**EPR parameters of a triplet silylene across six levels of theory**

The table holds isotropic hyperfine couplings, the isotropic g shift and ⟨S²⟩ of triplet Me₃Si–Si–Cl, from unrestricted non-relativistic calculations with mean-field spin–orbit coupling, IGLO-III on the heavy atoms and pcH-1 on hydrogen. The program fits each property as linear in the share of exact exchange, plus a constant step between the PBE and B88/LYP families, to four global functionals. CAM-B3LYP and Hartree–Fock are left out of the fit and compared with it afterwards. The output shows that CAM-B3LYP acts on the Si5 and Cl couplings much like a functional with its short-range exchange share, but not on the g shift or the orbital gap. It also tests whether spin localisation or ⟨S²⟩ alone can account for the Si5 coupling, and converts the steps between levels into magnetic-field units.

Triplet C[Si](C)(C)[Si]Cl in the gas phase, PySCF 2.14.0, unrestricted, non-relativistic, with density fitting, mean-field spin-orbit coupling and GIAOs; IGLO-III on C, Si and Cl, pcH-1 on H; geometry PBE0-D3(BJ)/def2-SVP. Couplings are for 13C, 29Si and 35Cl, numbered in SMILES order, with C1 the mean of the three methyl carbons; the g shift is from the free-electron value.

## Numerical check

```python
# Table: isotropic hyperfine couplings (MHz), g shift (ppm), <S^2> of triplet Me3Si-Si-Cl; PySCF, unrestricted,
# non-relativistic + mean-field spin-orbit, IGLO-III/pcH-1, six levels. Tested: y = a + b*x + c*[B88/LYP family];
# which exchange share CAM-B3LYP acts with; rivals for A(Si5): localisation, sqrt(<S^2>-2).
T = {
    'functional': ['PBE', 'B3LYP', 'BHandHLYP', 'CAM-B3LYP', 'HF', 'PBE0'],
    'exx': [0, 20, 50, 65, 100, 25],  # %
    'a_C1': [9.3, 10.1, 9.9, 9.9, 6.7, 8.9],  # MHz
    'a_Si2': [-48.8, -56.8, -59.2, -57.1, -54.8, -50.6],  # MHz
    'a_Si5': [-254.0, -286.1, -318.1, -281.9, -418.4, -285.3],  # MHz
    'a_Cl6': [5.5, 8.7, 12.3, 8.5, 15.6, 8.2],  # MHz
    'g': [2550, 2440, 2150, 2340, 1370, 2270],  # ppm
    's2': [2.003, 2.004, 2.006, 2.005, 2.013, 2.005],
}
import numpy as np
from scipy import constants as K
n = T['functional']; ix = {f: i for i, f in enumerate(n)}; x = np.array(T['exx'], float)
# further outputs of the same runs (less vetted), in table row order
s2u = np.array([2.003375, 2.003645, 2.006433, 2.005133, 2.012869, 2.004951])
gap = np.array([2.811807, 4.291062, 6.566402, 6.997469, 10.57249, 4.721664])
pSi = np.array([1.557327, 1.549444, 1.580205, 1.559082, 1.738208, 1.592133])
pCl = np.array([0.12939, 0.13283, 0.11932, 0.12822, 0.064617, 0.11266])
ozso = np.array([[-636.36, 3792.76, 4806.25], [-728.71, 3698.16, 4695.89], [-715.13, 3394.48, 4099.65],
                 [-757.92, 3632.80, 4471.00], [-555.89, 2468.93, 2515.48], [-645.46, 3517.41, 4243.64]])
Dso = np.array([-51.04984, -3.781975, -1.540789, -2.5696, -1.591843, -13.90727])
Dss = np.array([0.15573, 0.16218, 0.16876, 0.16943, 0.17938, 0.16279])
dip = {'B3LYP': (-63.959, -17.241, 81.199), 'HF': (-65.556, -18.487, 84.043)}  # Si5 dipolar, MHz
Cs = {'B3LYP': (16.17563, 15.37343, -1.265302), 'HF': (12.08134, 11.79514, -3.782199)}
Y = {k: np.array(T[k], float) for k in ['a_C1', 'a_Si2', 'a_Si5', 'a_Cl6', 'g']}
Y['1000(S2-2)'] = 1e3*(s2u-2); Y['alpha gap'] = gap
U = {'g': ('ppm', 5), '1000(S2-2)': ('', 0.0005), 'alpha gap': ('eV', 0)}
lyp = np.array(['LYP' in f for f in n], float)
G = [ix[f] for f in ['PBE', 'PBE0', 'B3LYP', 'BHandHLYP']]; c, h, b3, bh = ix['CAM-B3LYP'], ix['HF'], G[2], G[3]
M = np.c_[np.ones(6), x, lyp]; P = {}; xe = {}
print('Fit a+b*x+c*LYP on PBE,PBE0,B3LYP,BHandHLYP (1 dof); CAM short-range share 19 % by definition')
for k, y in Y.items():
    p = np.linalg.lstsq(M[G], y[G], rcond=None)[0]; P[k] = p; u, fl = U.get(k, ('MHz', 0.05))
    xe[k] = (y[c]-p[0]-p[2])/p[1]; xp = x[b3]+(y[c]-y[b3])*(x[bh]-x[b3])/(y[bh]-y[b3])
    s1 = (y[G[1]]-y[G[0]])/(x[G[1]]-x[G[0]]); s2 = (y[bh]-y[b3])/(x[bh]-x[b3])
    print(f'{k} [{u}]: b={p[1]:.4g}/% (PBE pair {s1:.3g}, LYP pair {s2:.3g}) c={p[2]:.3g} '
          f'max|res|={abs(y[G]-M[G]@p).max():.2g} floor {fl}')
    print(f'   CAM calc-model @19 {y[c]-p[0]-p[2]-19*p[1]:+.3g}, @65 {y[c]-M[c]@p:+.3g}; x_eff {xe[k]:.0f} (pair {xp:.0f}) %;'
          f' HF calc-model PBE line {y[h]-M[h]@p:+.3g}, LYP line {y[h]-M[h]@p-p[2]:+.3g}')
H = [b3, ix['PBE0'], c]
print('Steps from mean of B3LYP,PBE0,CAM: mean, range(%), then PBE, BHandHLYP, HF minus mean (% of |mean|)')
for k in ['a_C1', 'a_Si2', 'a_Si5', 'a_Cl6', 'g']:
    y = Y[k]; m = y[H].mean(); r = np.ptp(y[H])
    print(f'{k}: {m:.1f}, {r:.1f} ({100*r/abs(m):.1f}%); ' +
          ', '.join(f'{y[i]-m:+.1f} ({100*(y[i]-m)/abs(m):+.0f}%)' for i in [G[0], bh, h]) + f'; all-row range {np.ptp(y):.1f}')
A = Y['a_Si5']; f1 = lambda v, d=1: ' '.join(f'{t:.{d}f}' for t in v)
print('Row order:', ' '.join(n))
k1 = A@pSi/(pSi@pSi); print(f'Rival 1 A(Si5)=k*spin, k={k1:.1f} MHz/e, res MHz:', f1(A-k1*pSi))
print('A(Si5)/spin MHz/e:', f1(A/pSi)); print('A(Cl6)/spin MHz/e:', f1(Y['a_Cl6']/pCl))
q = np.polyfit(np.sqrt(s2u-2), A, 1)
print(f'Rival 2 A(Si5)={q[1]:.0f}+({q[0]:.0f})*sqrt(S2-2), res MHz:', f1(A-np.polyval(q, np.sqrt(s2u-2))))
for f, (u, v, w) in dip.items():
    print(f'{f} Si5 two-p reading: P*a={(w-u)/3:.1f}, P*b={(w-v)/3:.1f} MHz, b/a={(w-v)/(w-u):.3f}; mean of 3 C {np.mean(Cs[f]):.2f} MHz')
ri, rd = A[h]/A[b3], dip['HF'][2]/dip['B3LYP'][2]
print(f'HF/B3LYP: Si5 A {ri:.3f}, dipolar {rd:.3f}, spin {pSi[h]/pSi[b3]:.3f}; Cl A {Y["a_Cl6"][h]/Y["a_Cl6"][b3]:.2f}, '
      f'spin {pCl[h]/pCl[b3]:.2f}, largest dipolar {14.050/17.608:.2f}')  # Cl dipolar from further outputs
g = Y['g']; print('g: OZ/SO iso ppm:', f1(ozso.mean(1), 0)); print('g: rest ppm (floor 5):', f1(g-ozso.mean(1), 0))
print('range of the three OZ/SO principal parts ppm:', f1(np.ptp(ozso, axis=0), 0))
print(f'PBE/HF g ratio {g[G[0]]/g[h]:.2f}, HF/PBE gap ratio {gap[h]/gap[G[0]]:.2f}; g*gap/1000:', f1(g*gap/1e3))
print('g/Cl spin (1000 ppm/e):', f1(g/pCl/1e3))
pc = K.physical_constants; ge = -pc['electron g factor'][0]; muB = pc['Bohr magneton'][0]; mT = 1e9*K.h/(ge*muB)
print(f'1 MHz = {mT:.4f} mT; Si5 hybrid range {np.ptp(A[H])*mT:.2f} mT, all-row range {np.ptp(A)*mT:.2f} mT')
for nu in (9.5, 94.0):
    B = nu*1e3*mT
    print(f'{nu} GHz: B={B:.0f} mT; g range hybrids {B*np.ptp(g[H])*1e-6/ge:.3f} mT, all rows {B*np.ptp(g)*1e-6/ge:.3f} mT')
fc = 2/3*K.mu_0*ge*muB*pc['proton g factor'][0]*pc['nuclear magneton'][0]/(K.h*pc['Bohr radius'][0]**3)/1e6
print(f'1H contact factor/(2S) {fc/2:.0f} MHz/au; run (B3LYP, H9) {15.83758/0.0070864:.0f}: A includes 1/(2S)')
print(f'(Z alpha)^2, order of missing scalar relativity: Si {100*(14*K.alpha)**2:.1f}%, Cl {100*(17*K.alpha)**2:.1f}%')
print(f'ZFS: D_so max/min {Dso.min()/Dso.max():.0f}-fold, D_ss {Dss.max()/Dss.min():.2f}-fold; D_so cm-1:', f1(Dso))
assert 10 < xe['a_Si5'] < 30 and 10 < xe['a_Cl6'] < 30 and xe['a_Si5'] < xe['g'] < xe['alpha gap']
assert abs(P['a_Si2'][2]) > 25*abs(P['a_Si2'][1]) and P['a_Si5'][1] < 0 < P['a_Cl6'][1] and P['g'][1] < 0
assert ri > 1.3 and rd < 1.1 and pCl[h] < pCl[b3] and Y['a_Cl6'][h] > Y['a_Cl6'][b3]
assert max(T['s2']) < 2.02
```

Printed output:

```
Fit a+b*x+c*LYP on PBE,PBE0,B3LYP,BHandHLYP (1 dof); CAM short-range share 19 % by definition
a_C1 [MHz]: b=-0.01049/% (PBE pair -0.016, LYP pair -0.00667) c=1.14 max|res|=0.069 floor 0.05
   CAM calc-model @19 -0.268, @65 +0.215; x_eff 45 (pair 50) %; HF calc-model PBE line -1.48, LYP line -2.62
a_Si2 [MHz]: b=-0.07672/% (PBE pair -0.072, LYP pair -0.08) c=-6.57 max|res|=0.059 floor 0.05
   CAM calc-model @19 -0.328, @65 +3.2; x_eff 23 (pair 24) %; HF calc-model PBE line +1.61, LYP line +8.19
a_Si5 [MHz]: b=-1.143/% (PBE pair -1.25, LYP pair -1.07) c=-6.74 max|res|=1.4 floor 0.05
   CAM calc-model @19 +1.92, @65 +54.5; x_eff 17 (pair 16) %; HF calc-model PBE line -48.8, LYP line -42
a_Cl6 [MHz]: b=0.1151/% (PBE pair 0.108, LYP pair 0.12) c=1.06 max|res|=0.089 floor 0.05
   CAM calc-model @19 -0.159, @65 -5.45; x_eff 18 (pair 18) %; HF calc-model PBE line -1.32, LYP line -2.38
g [ppm]: b=-10.3/% (PBE pair -11.2, LYP pair -9.67) c=117 max|res|=11 floor 5
   CAM calc-model @19 -120, @65 +354; x_eff 31 (pair 30) %; HF calc-model PBE line -139, LYP line -256
1000(S2-2) []: b=0.08068/% (PBE pair 0.063, LYP pair 0.0929) c=-0.939 max|res|=0.22 floor 0.0005
   CAM calc-model @19 +1.38, @65 -2.33; x_eff 36 (pair 36) %; HF calc-model PBE line +1.65, LYP line +2.59
alpha gap [eV]: b=0.07607/% (PBE pair 0.0764, LYP pair 0.0758) c=-0.0496 max|res|=0.0041 floor 0
   CAM calc-model @19 +2.79, @65 -0.713; x_eff 56 (pair 56) %; HF calc-model PBE line +0.15, LYP line +0.199
Steps from mean of B3LYP,PBE0,CAM: mean, range(%), then PBE, BHandHLYP, HF minus mean (% of |mean|)
a_C1: 9.6, 1.2 (12.5%); -0.3 (-3%), +0.3 (+3%), -2.9 (-30%); all-row range 3.4
a_Si2: -54.8, 6.5 (11.9%); +6.0 (+11%), -4.4 (-8%), +0.0 (+0%); all-row range 10.4
a_Si5: -284.4, 4.2 (1.5%); +30.4 (+11%), -33.7 (-12%), -134.0 (-47%); all-row range 164.4
a_Cl6: 8.5, 0.5 (5.9%); -3.0 (-35%), +3.8 (+45%), +7.1 (+84%); all-row range 10.1
g: 2350.0, 170.0 (7.2%); +200.0 (+9%), -200.0 (-9%), -980.0 (-42%); all-row range 1180.0
Row order: PBE B3LYP BHandHLYP CAM-B3LYP HF PBE0
Rival 1 A(Si5)=k*spin, k=-193.5 MHz/e, res MHz: 47.3 13.7 -12.3 19.8 -82.1 22.8
A(Si5)/spin MHz/e: -163.1 -184.6 -201.3 -180.8 -240.7 -179.2
A(Cl6)/spin MHz/e: 42.5 65.5 103.1 66.3 241.4 72.8
Rival 2 A(Si5)=-94+(-2814)*sqrt(S2-2), res MHz: 3.8 -21.9 1.9 14.0 -4.9 7.0
B3LYP Si5 two-p reading: P*a=48.4, P*b=32.8 MHz, b/a=0.678; mean of 3 C 10.09 MHz
HF Si5 two-p reading: P*a=49.9, P*b=34.2 MHz, b/a=0.685; mean of 3 C 6.70 MHz
HF/B3LYP: Si5 A 1.462, dipolar 1.035, spin 1.122; Cl A 1.79, spin 0.49, largest dipolar 0.80
g: OZ/SO iso ppm: 2654 2555 2260 2449 1476 2372
g: rest ppm (floor 5): -104 -115 -110 -109 -106 -102
range of the three OZ/SO principal parts ppm: 202 1324 2291
PBE/HF g ratio 1.86, HF/PBE gap ratio 3.76; g*gap/1000: 7.2 10.5 14.1 16.4 14.5 10.7
g/Cl spin (1000 ppm/e): 19.7 18.4 18.0 18.2 21.2 20.1
1 MHz = 0.0357 mT; Si5 hybrid range 0.15 mT, all-row range 5.87 mT
9.5 GHz: B=339 mT; g range hybrids 0.029 mT, all rows 0.200 mT
94.0 GHz: B=3354 mT; g range hybrids 0.285 mT, all rows 1.977 mT
1H contact factor/(2S) 2235 MHz/au; run (B3LYP, H9) 2235: A includes 1/(2S)
(Z alpha)^2, order of missing scalar relativity: Si 1.0%, Cl 1.5%
ZFS: D_so max/min 33-fold, D_ss 1.15-fold; D_so cm-1: -51.0 -3.8 -1.5 -2.6 -1.6 -13.9
```
